# Why InP pushes back harder than it pulls

## The first guess

The simplest picture of a crystal under load is a spring. Make the cell smaller and it pushes, make it larger and it pulls, in proportion to the change of volume. For indium phosphide such a spring, with the stiffness found at rest, would push with 8.2 GPa in a cell 12% too small and pull with 6.8 GPa in one 10% too large. The density-functional calculation gives 11.6 and 5.2 GPa.

Zinc-blende InP at nine fixed volumes, calculated with Ansatz 0.2.0 using scalar-relativistic r2SCAN density functional theory without spin polarization, PAW, a 500 eV plane-wave cutoff, an 8×8×8 k mesh and Gaussian smearing of 0.02 eV. Energies are relative to the elements in their standard forms with the same functional; pressure is positive in compression.

| volume (Å³/atom) | shortest distance (Å) | energy over elements (eV/atom) | pressure (GPa) |
| --- | --- | --- | --- |
| 22.674 | 2.451 | -0.278 | 11.630 |
| 23.447 | 2.479 | -0.325 | 7.960 |
| 24.220 | 2.506 | -0.356 | 4.850 |
| 24.993 | 2.532 | -0.372 | 2.220 |
| 25.167 | 2.538 | -0.375 | 1.680 |
| 25.766 | 2.558 | -0.378 | -0.010 |
| 26.539 | 2.583 | -0.373 | -1.900 |
| 27.312 | 2.608 | -0.360 | -3.490 |
| 28.342 | 2.640 | -0.332 | -5.240 |

The volume V is given per atom, and the shortest distance d is the In–P bond length. Positive pressure P means compression and negative pressure means tension. The energy over elements is counted from the pure elements, but only its changes matter here. The crystal keeps a band gap of at least 0.47 eV at the sampled k points in every row, and none of the runs gave a warning, so nothing points to a change of electronic state along the curve. A general caution, that a band crossing between the sampled points may be missed in the two largest cells, comes from the data makers' tests on other systems and not from these runs. The rows are also a selection: failed runs and some with graver warnings were left out.

## One length controls everything

In zinc blende each atom has four equal bonds. When the cell is scaled evenly, no bond angle changes, and V grows as d³. A law for the energy as a function of d therefore gives the whole pressure curve through P = −dE/dV.

Three constants describe that curve: the volume V₀ at zero pressure, the bulk modulus B₀ there, and B′, the rise of the bulk modulus per unit of pressure. A least-squares fit of the third-order Birch–Murnaghan equation to all nine pressures gives V₀ = 25.76 Å³/atom, B₀ = 68 GPa and B′ = 4.5. The first two are the crystal's size and stiffness. The lopsidedness sits in B′, so an explanation has to produce a value near 4.5.

A spring in volume has B′ = −1. For a general bond law, B′ = 1 − d₀E‴/(3E″), where the primes on E count derivatives with respect to d, taken at the resting length d₀. The three explanations below differ in E‴, which measures how unequal the two sides of the energy valley are.

## Explanation 1: an ideal spring along the bond

Suppose that the bond itself is a perfect spring, with E = ½k(d − d₀)². Its force is the same for equal stretching and shortening. But pressure is force per area, and the area shrinks as d². The same force gives more pressure in a small cell than in a large one. And because V grows as d³, a loss of volume changes the bond length more than an equal gain does. For both reasons a perfectly even bond makes an uneven crystal.

This is tempting because the effect is real and has the right direction. It is also too small. With E‴ = 0 the formula gives B′ = 1, which covers only about a third of the way from −1 to 4.5. In the smallest cell the bond spring reaches 9.3 GPa, a fifth less than the calculated pressure.

A better choice of stiffness and resting length does not save it. When both are fitted freely to all nine pressures, the spring still misses by 0.6 GPa (root mean square), and by 1.0 GPa in the smallest cell. The energy must be lopsided in the bond length itself.

## Explanation 2: ions pressed against hard cores

Indium gives charge to phosphorus. Dividing the calculated electron density into atoms by Bader's method gives charges of ±0.97 e near the minimum. One may then picture point charges that attract as 1/d and cores that repel as 1/dⁿ.

Here the charge fixes the strength of the attraction, and the stiffness then fixes n. For point charges, 9B₀V₀ = (n − 1)A, where A is the electrostatic attraction per atom at rest. A weak attraction can belong to a stiff crystal only if the repulsion is very steep. In the limit of large n the atoms become hard balls, which can be pulled apart but hardly pushed together.

InP would need n ≈ 24, and this gives B′ ≈ 10. The predicted pressure in the smallest cell is 17.4 GPa, half as much again as the calculated one. The spring was too even, and this model is too uneven. The verdict depends on a charge taken at one volume and held constant, and on treating spread-out electrons as points.

## Explanation 3: overlap that binds and repels

In a covalent bond, electrons gain energy by spreading over both neighbours. In the usual tight-binding estimate this gain varies as 1/d², if the unequal sharing of electrons between In and P is neglected. The same overlap has a price: the Pauli principle keeps electrons of like spin apart and so raises their kinetic energy. That cost varies roughly as the square of the gain, as 1/d⁴.

The two limits show why the valley is lopsided. At short distance the steeper repulsion takes over and the wall rises quickly. At long distance the repulsion fades first, and the gentler attraction is left to pull the atoms back. For an attraction 1/dᵐ and a repulsion 1/dⁿ the general formula becomes B′ = (m + n + 6)/3, which for 2 and 4 is exactly 4.

## One row worked through

With r = d/d₀, the overlap law gives

P = (3/2) B₀ (r⁻⁷ − r⁻⁵).

For the smallest cell:

- The volume ratio is 22.67/25.76 = 0.880, so r = 0.958.
- The two powers are r⁻⁷ = 1.347 and r⁻⁵ = 1.237, which differ by 0.110.
- The pressure is 1.5 × 68.15 GPa × 0.110 = 11.2 GPa.

The calculated value is 11.6 GPa, so the law falls short by 3%. This row did help to fix B₀ and V₀, but the exponents, which set the bending, come from the tight-binding estimate and were not fitted. Over all nine rows the root-mean-square miss is 0.16 GPa, well below that of the bond spring even after its free fit. What remains is not scatter: the law pushes too little in all five squeezed cells and pulls too much in the three largest. That is the mark of a B′ of 4 where the fit finds 4.5.

The energies were not used to set any constant. Squeezing to the smallest cell costs 100 meV per atom; the overlap law gives 97 and the bond spring 86. Energy and pressure come from the same calculation, so this agreement shows consistency and is not an independent proof.

## How far the numbers decide

The ideal bond spring is ruled out, whatever its constants. The point-ion model fails with the charge that the calculation itself gives. What survives is an energy valley that is lopsided to a moderate degree. For laws with two powers, the fitted B′ asks for m + n ≈ 7.6; the overlap law has 6 and the point-ion model about 25.

The particular powers 2 and 4 are less secure. B′ depends only on their sum, so quite different pairs bend the curve equally near the minimum. The pressure formula of the overlap law is also exactly the Birch–Murnaghan equation with B′ = 4, which can be derived from an expansion of the energy in strain without any picture of a bond. A good match is therefore weak evidence for the mechanism. An ionic law with charges of about 2 e would also reach B′ = 4.5.

The overlap law was also spared the test that the ionic law failed, because the size of its attraction was left free. Taken literally out to separated atoms, it implies a well 12 eV per atom deep, while the real binding energy is roughly 3 to 4 eV (a rounded, recalled figure). It describes the bond near its resting length and should not be used to pull the crystal apart. That overlap and Pauli repulsion are the cause rests on the known chemistry of such semiconductors, since the curve alone cannot identify them.

## Using the result

For small changes of volume the straight-line estimate P = B₀(1 − V/V₀) can be corrected simply. Its relative error is about (B′ + 1)/2 times the fractional change of volume. At 3% this is 2.76 × 3% ≈ 8%: the true push is larger by that much and the true pull smaller, as the rows on either side of the minimum show. At changes of 10% or more the full curve is needed.

These pressures hold for even loading from all sides, without thermal motion. A strained film, which is stretched or squeezed in its plane and free to relax across it, also bends its bond angles and needs other elastic constants. InP is known to change to a denser structure at roughly 10 GPa, so the smallest cell probably describes zinc blende beyond its range of stability.

A volume series for gallium phosphide makes a useful comparison. Its bonds are shorter and the crystal is stiffer, so the same fractional squeeze needs more pressure. But B′ in the overlap law contains neither bond length nor stiffness. The law therefore expects the two curves nearly to coincide once P is divided by B₀ and V by V₀. A match would show that the shape carries over, but not what causes it, because the bond spring also predicts one common curve, only a flatter one.
